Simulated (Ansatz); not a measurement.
## Ti: the change of energy above lowest point with volume scale

Results calculated with Ansatz 0.2.0, not measured. Free energy against uniform scaling of the volume at fixed shape and fractions; periodic cell, basis, potentials, k mesh and filling as listed.

The cell before it is scaled or strained (space group P6_3/mmc, No. 194):
```
Ti
1.0
      2.9500     0.0000     0.0000
     -1.4750     2.5548     0.0000
      0.0000     0.0000     4.6800
Ti
2
Direct
  0.33333 0.66667 0.25000
  0.66667 0.33333 0.75000
```

Settings of every row: functional PBE; dispersion none; potentials PAW; wave cutoff 517.02 eV; density cutoff 2068.1 eV; k mesh 11x11x6; k shift 0x0x0; occupations cold; smearing width 0.1 eV; spin none.

Limits: coarse k mesh, up to 40 meV an atom off.

```csv
row,volume scale,V (Å³/atom),energy above lowest point (meV/atom)
1,0.88,15.519,81.5
2,0.92,16.225,28.8
3,0.96,16.93,3.2
4,1,17.636,0
5,1.04,18.341,15.4
6,1.08,19.047,?
7,1.12,19.752,90.1
```

Question: what energy above lowest point should row 6 give?

Worked fit of energy above lowest point. Take u = (V_r/V)^(2/3) − 1 with V_r = 17.283 Å³ an atom, which is twice the finite (Eulerian) strain; such expansions in the strain, on which the Birch-Murnaghan equation of state is built, carry the rest volume and the bulk modulus. The shown rows have u = 0.07441, 0.04301, 0.01385, -0.01339, -0.03884, -0.08517. Least squares give energy above lowest point = −0.95 + 112 × u + 13611 × u² − 3016 × u³ meV/atom; a parabola predicts inner rows, each left out in turn, worse (root mean square 0.49 against 0.0086 meV/atom). All shown rows lie on it to the printed digit. Its lowest point lies at u = -0.0041, or V = 17.39 Å³ an atom, and the curvature there gives the bulk modulus at fixed shape and fractions, B = (4/9)(1 + u)² E″(u)/V = 111 GPa. Letting shape and atoms relax would as a rule lower it, by much in layered, chain or molecular crystals. The withheld row has u = -0.06274, so the fit gives −0.95 + 112 × (-0.06274) + 13611 × (-0.06274)² − 3016 × (-0.06274)³ = 46.3 meV/atom.

The calculation gave 46.3 meV/atom. The fit meets it to the printed digit.
